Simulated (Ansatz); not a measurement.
## CPO− (SMILES [O-]C#P): the energy, rung by rung

The species is CPO− (3 atoms), meant as a singlet with charge -1. As SMILES, `[O-]C#P`. The coordinates come from a GFN2-xTB relaxation.

```xyz
3

O     0.7772    0.9277    0.5293
C     0.0765    0.0906    0.0522
P    -0.8538   -1.0183   -0.5815
```

Each level gives the energy change with the C2–P3 bond stretched from 1.580 to 3.160 Å (eV). The values are calculated.

| level | kind | program | value (eV) | less FCI/STO-3G |
| --- | --- | --- | --- | --- |
| SVWN5/STO-3G (restricted) | LDA | Ansatz | 8.28 | +0.82 |
| revPBE/STO-3G (restricted) | GGA | Ansatz | 7.33 | -0.13 |
| r2SCAN/STO-3G (restricted) | meta-GGA | Ansatz | 7.75 | +0.29 |
| BHLYP/STO-3G (restricted) | global hybrid | Ansatz | 7.55 | +0.09 |
| wB97X/STO-3G (restricted) | range-separated hybrid | Ansatz | 7.82 | +0.36 |
| MP2/STO-3G (restricted) | perturbation theory | Ansatz | 7.91 | +0.45 |
| BCCD(T)/STO-3G (restricted) | coupled cluster or CI | Ansatz | 7.47 | +0.01 |
| CCSDT(Q)/STO-3G (restricted) | coupled cluster or CI | Ansatz | 7.45 | -0.01 |
| FCI/STO-3G | exact in the basis | Ansatz | 7.46 | 0.00 |

FCI/STO-3G is exact within its basis and frozen core, so for wave-function methods in that basis the difference is their error; functionals converge differently with the basis, so for them it is only a difference. Sets without diffuse functions describe the anion poorly. The first shape isn't each level's own minimum. The values span 7.33 to 8.28 eV. All rows use very small basis sets, so even the best lies far from the true value.

Stretching the C–P bond costs 7.46 eV at the FCI level, and both high-level coupled-cluster treatments reproduce this to within 0.01 eV. MP2 overshoots by 0.45 eV. Stretching weakens the π and σ overlap and brings occupied and empty orbitals closer together, so correlation changes along the path in a way second order doesn't capture, while coupled cluster with connected triples does. That a single closed-shell reference still suffices probably reflects the fragments being approached: CO keeps its own strong bond, and the singlet configuration of P⁻ can largely be written with paired electrons.

Among the functionals, SVWN5 gives the largest cost, in line with the familiar overbinding of the local density approximation, and revPBE the smallest. There is no steady approach to FCI with added ingredients, since r2SCAN and wB97X both lie farther from it than revPBE. The stretching energy is not the bond dissociation energy, because free P⁻ has a triplet ground state that the singlet path doesn't reach.
